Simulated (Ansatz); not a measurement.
**Al: energy along a strain**

Al, Fm-3m, a = 4.048 Å (as given, not relaxed at this level: -5.0 GPa). Ansatz: PBEsol+D3(BJ), PAW, 420 eV, Γ-centred 20×20×20 mesh on 1 atom, Gaussian smearing 0.15 eV; no spin polarisation. Cell vectors (Å): 0.000 2.024 2.024; 2.024 0.000 2.024; 2.024 2.024 0.000. The cell is strained by x per cent times the pattern (0 0 1 0 0 0) in the order xx yy zz yz xz xy (engineering shears), with fractional coordinates held. y is the free energy over the start, V0 = 16.582 Å³/atom.

| x (%) | y (meV/atom) |
| --- | --- |
| -6.00 | -10.25 |
| -4.50 | -12.86 |
| -3.00 | -11.57 |
| -1.50 | -6.95 |
| 0.00 | 0.00 |
| 1.50 | 8.69 |
| 3.00 | 19.69 |
| 4.50 | ? |
| 5.25 | 39.59 |
| 6.00 | 46.96 |

Task: Fit y = c1 x + c2 x² + c3 x³ to the other rows, get the stiffness along the pattern, and predict the missing energy.

Result: Least squares on the rows shown. y = 5.3700 x + 0.50256 x² − 0.016504 x³. The clamped-ion stiffness p·C·p = 2 × 5.026 eV × 160.2 / 16.582 Å³ = 97 GPa, which is C33 in these axes (C11 of the cubic crystal) (second derivative at the start, which stands under stress). With a term in x⁴ added, the coefficient of x² becomes 0.4400, 12 % less, which shows how far this figure hangs on the form. At x = 4.50 the fit asked for gives 32.84 meV/atom. The run gave 32.60 meV/atom, so the fit is 0.24 meV/atom too high, within the rms miss on the fitted rows (0.34 meV/atom).

Cost: 10 runs of about 0.69 core-minutes in all, on Arm Neoverse V1 (shared hosts).

The energy falls when the cell is shortened along z because the starting lattice is stretched relative to this method's equilibrium. As that lattice constant is close to the measured one, the method overbinds aluminium, possibly because the pairwise dispersion term adds attraction without metallic screening. The lowest tabulated energy, at -4.50 %, does not mark the equilibrium lattice constant: with the lateral vectors held, the z axis alone answers the tension and contracts further than it would in a uniform relaxation.

The negative cubic term reflects ordinary anharmonicity, with repulsion and electron kinetic energy rising steeply on compression while cohesion weakens on stretching. The softening is not smooth, however: the local curvature dips at the unstrained row and recovers at 1.50 %, perhaps through Fermi-surface sampling. The stretched start probably also helps explain why 97 GPa lies somewhat below the measured C11. With one atom per primitive cell there is no internal relaxation to lower this stiffness. Resistance to shear, and hence full elastic stability, cannot be judged from this single strain path.
